\section*{How much does the steady-state trap assumption cost in SRH decay?}

The Shockley--Read--Hall rate follows from setting the time derivative of the trap occupancy to zero. Tikhonov's theorem (1952) licenses this; the rates below use smoothness. Let
\begin{equation}
\dot x=f(x,y),\qquad \epsilon\dot y=g(x,y),
\end{equation}
with smooth $f,g$ and an isolated root $y=h(x)$ of $g=0$. Let $\dot x_{\rm red}=f(x_{\rm red},h(x_{\rm red}))$, $x_{\rm red}(0)=x_0$, exist on $[0,T]$, with $\mathrm{Re\,eig}(g_y)\le-\mu<0$ at $y=h(x)$ all along it, and let $y_0$ lie in the basin of $h(x_0)$ for $dy/d\theta=g(x_0,y)$. Then on $[0,T]$, for small $\epsilon$ and some $c>0$,
\begin{equation}
x-x_{\rm red}=O(\epsilon),\qquad y-h(x_{\rm red})=O(\epsilon)+O(e^{-ct/\epsilon}).
\end{equation}
The theorem gives orders; we want the prefactor.

\subsection*{Model}
A short pulse injects $n_0=1.0\times10^{14}$ cm$^{-3}$ electron--hole pairs into p-type silicon with $p_0=1.5\times10^{16}$ cm$^{-3}$ and $N_t=1.0\times10^{13}$ cm$^{-3}$ midgap traps, initially empty. We choose $\sigma_n=5\times10^{-15}$ cm$^2$ and $\sigma_p=5\times10^{-17}$ cm$^2$, with approximate thermal velocities $2.0\times10^7$ and $1.6\times10^7$ cm/s, so $c_n=1.0\times10^{-7}$ and $c_p=8.0\times10^{-10}$ cm$^3$/s. With $y$ the fraction of traps holding an electron, $p\approx p_0$ and no emission, $dn/dt=-c_nN_tn(1-y)$ and $dy/dt=c_nn(1-y)-c_pp_0y$. Set $x=n/n_0$, $s=t/\tau$, $\tau=1/(c_nN_t)=1.0\ \mu$s:
\begin{equation}
\frac{dx}{ds}=-x(1-y),\qquad \epsilon\frac{dy}{ds}=x(1-y)-ay=-(x+a)\,[y-h(x)],
\label{model}
\end{equation}
with $h=x/(x+a)$, $\epsilon=N_t/n_0=0.10$ and $a=c_pp_0/(c_nn_0)=1.2$. Here $g_y=-(x+a)\le-a$, and $g$ is linear in $y$, so every $y_0$ is in the basin. How much earlier than steady state predicts does $n$ reach $x_f=0.1$?

\subsection*{Estimate by hand}
Round both capture rates per trap to $10^7$ s$^{-1}$. The traps settle in $1/(2\times10^7\,\mathrm{s}^{-1})=50$ ns, half full. Filling takes $5\times10^{12}$ cm$^{-3}$ electrons, 5\% of $n_0$. The steady-state loss rate at the start is $n_0/2\tau=5\times10^{13}$ cm$^{-3}\mu$s$^{-1}$, so this is a head start of 100 ns, which an autonomous rate law keeps. The lifetime runs from $2$ towards $1\ \mu$s; $\ln10$ e-folds at $1.5\ \mu$s take $3.5\ \mu$s. Estimate: 100 ns early, or 3\%.

\subsection*{Careful calculation}
Equation \eqref{model} gives $d(x+\epsilon y)/ds=-ay$ and $d\ln x/ds=-(1-y)$. Adding $a$ times the second to the first cancels the term $ay$, so exactly
\begin{equation}
x+a\ln x+\epsilon\,(y-y_0)=1-as,\qquad x_{\rm red}+a\ln x_{\rm red}=1-as.
\label{inv}
\end{equation}
Subtract and use the mean value theorem, with $\xi\le1$ between $x$ and $x_{\rm red}$: $(1+a/\xi)(x-x_{\rm red})=-\epsilon(y-y_0)$. Hence $|x-x_{\rm red}|\le\epsilon/(1+a)=0.045$, the first claim. For $w=y-h(x)$ one finds $\epsilon\,dw/ds=-(x+a)w+\epsilon h'x(1-y)$, and $h'x=ax/(x+a)^2\le1/4$, so
\begin{equation}
|w|\le|w_0|\,e^{-as/\epsilon}+\frac{\epsilon}{4a}.
\end{equation}
Since $h'\le1/a$, replacing $h(x)$ by $h(x_{\rm red})$ adds at most $\epsilon/[a(1+a)]$. This is the second claim with $c=a$ in the time $s$.

At fixed $x_f$ and $y_0=0$, Eq.~\eqref{inv} gives
\begin{equation}
t_{\rm red}=\tau\left(\frac{1-x_f}{a}-\ln x_f\right)=3.05\ \mu\mathrm{s},\qquad t-t_{\rm red}=-\frac{\epsilon\tau}{a}\,y_f .
\end{equation}
Only the final occupancy matters. Long after the initial layer $y=Y(x)$, and Eq.~\eqref{model} becomes $x(1-Y)(1+\epsilon Y')=aY$. Order by order,
\begin{equation}
Y=\frac{x}{x+a}+\epsilon\frac{a^2x}{(x+a)^4}+\epsilon^2\frac{a^3x(a-4x)}{(x+a)^7}+\dots
\end{equation}
As $x\to0$ the slope is $1/(a-\epsilon)$, so the tail expands in $\epsilon/a=c_nN_t/(c_pp_0)=0.083$. At $x_f$ the terms are $0.0769$, $0.0050$ and $0.0002$, giving $y_f=0.082$ and
\begin{equation}
t-t_{\rm red}=-6.8\ \mathrm{ns},
\end{equation}
or 0.22\% of the decay time.

Neglected terms rival this. Neutrality gives $p=p_0(1+\delta z)$ with $z=x+\epsilon y$, $\delta=n_0/p_0=0.0067$; then $a\ln x+\delta^{-1}\ln(1+\delta z)+as$ is conserved. This shortens the decay by about 3 ns. A typical Auger-plus-radiative lifetime of order 1 ms shortens it by about 4 ns, and emission with $n_1\approx10^{10}$ cm$^{-3}$ (approximate) lengthens it by 0.2 ns. These act on full and reduced models alike, so they limit the absolute time to about three figures while the difference survives; the hole term alters it by relative order $\delta x_f\approx7\times10^{-4}$.

\subsection*{Why 100 ns became 6.8 ns}
The ratio is 15, and it has four parts.

\emph{Rounding.} For general $a$ the hand argument gives $\epsilon\tau h(1)/[1-h(1)]=\epsilon\tau/a=83$ ns, a factor 1.2.

\emph{Two ways to fill a trap.} In the layer $x\approx1$ and $h(1)-y=h(1)e^{-(1+a)s/\epsilon}$, with time constant 45 ns. Electron capture exceeds its steady-state value by $h(1)-y$, which integrates to $\epsilon/(1+a)^2=0.021$, not $\epsilon h(1)$. The remaining fraction $a/(1+a)$ of the filling comes from hole capture falling short of steady state, which costs no extra electrons. Dividing by the rate $a/(1+a)$ leaves $\epsilon\tau/[a(1+a)]=37.9$ ns, a factor $1+a=2.2$.

\emph{Lag.} As $n$ falls the traps must empty, and they trail: $Y-h\approx\epsilon h_1>0$ with $h_1=a^2x/(x+a)^4$. Fuller traps capture fewer electrons, delaying the decay by
\begin{equation}
\epsilon\tau\int_{x_f}^{1}\frac{h_1\,dx}{x(1-h)^2}=\epsilon\tau\left[\frac{1}{x_f+a}-\frac{1}{1+a}\right]=31.5\ \mathrm{ns}.
\end{equation}
The net advance is $\epsilon\tau h(x_f)/a=6.4$ ns, a further factor $h(1)/h(x_f)=5.9$. The estimate missed this because it used the reduced rate law after the layer, although that law itself has an $O(\epsilon)$ correction. The three factors multiply to 15.6.

\emph{Higher order.} The lag left in $y_f$ restores 0.4 ns.

The hand decay time is long because the e-folds are mostly spent at low $x$: the lifetime $\tau(1+x/a)$ averages $1.3\ \mu$s over $\ln x$, not 1.5. The estimate had the sign and the order in $\epsilon$ right; its prefactor failed because layer and lag are both $O(\epsilon)$ with opposite signs and nearly cancel once the traps have emptied again.